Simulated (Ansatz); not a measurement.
## Ligand exchange: SnH2(SH)2 + AlH2(SH) → SnH(SH)3 + AlH3

Species: SnH2(SH)2, singlet; AlH2(SH), singlet; SnH(SH)3, singlet; AlH3 `[AlH3]`, singlet. The partners trade H for SH: Sn–H and Al–SH bonds give way to Sn–SH and Al–H.

Shapes, held fixed at every level: PBE0-D4/def2-TZVP. Flexible molecules stand in one conformer, not always the lowest. Programs: Ansatz 0.2.0. Electronic energies: no zero-point or thermal term.

(1) Estimate ΔE of this reaction.

## Answers

(1) The highest level, CCSD(T)/def2-TZVPP, gives ΔE = +60.5 kJ/mol; the levels span +53.8 to +61.5. The column of differences is taken from that level and isn't an error. No measured value is set beside it here. For atoms past krypton def2 sets carry core potentials with scalar relativity. Outer-core shells of Sn are correlated in most correlated rows, in sets that cover them unevenly. Times are processor times on shared x86 and Arm servers, and rough.

```tsv
level	kind	ΔE (kJ/mol)	less CCSD(T)/def2-TZVPP	CPU time (sum over the molecules)
HF/def2-SVP	Hartree–Fock	+61.5	+1.0	–
PBE-D4/def2-TZVPP	GGA	+56.3	-4.2	20 s
B3LYP-D4/def2-TZVPP	global hybrid	+53.8	-6.7	41 s
BHLYP-D4/def2-TZVPP	global hybrid	+55.1	-5.4	26 s
PBE0-D4/def2-TZVPP	global hybrid	+57.8	-2.7	25 s
wB97X-V/def2-TZVPP	range-separated hybrid	+58.1	-2.4	71 s
CCSD(T)/def2-SVP	coupled cluster or CI	+59.3	-1.2	24 s
CCSD(T)/def2-TZVPP	coupled cluster or CI	+60.5	0.0	13 min
```

The exchange is clearly uphill at every level, so thiolate prefers aluminium and hydride prefers tin among these monomers. Aluminium is the more electropositive centre and gains more from a polar bond to sulfur. In AlH2(SH), a sulfur lone pair can also donate into the formally empty 3p orbital of three-coordinate aluminium. AlH3 has no such donor, while four-coordinate tin(IV) can offer the additional SH group only weaker delocalisation into σ* orbitals. Polarity and π donation probably act together, and the reaction energy alone can't apportion them.

Because the number of bonds of each type changes only by exchange, much of the correlation energy cancels, which helps explain why even Hartree–Fock gives +61.5 kJ/mol. The density functionals all fall below the larger-basis coupled-cluster value, but not in order of their exact-exchange fraction: BHLYP lies below both PBE and PBE0. The preference can't be carried over quantitatively to condensed phases, where hydride or thiolate bridges would relieve aluminium's electron deficiency.
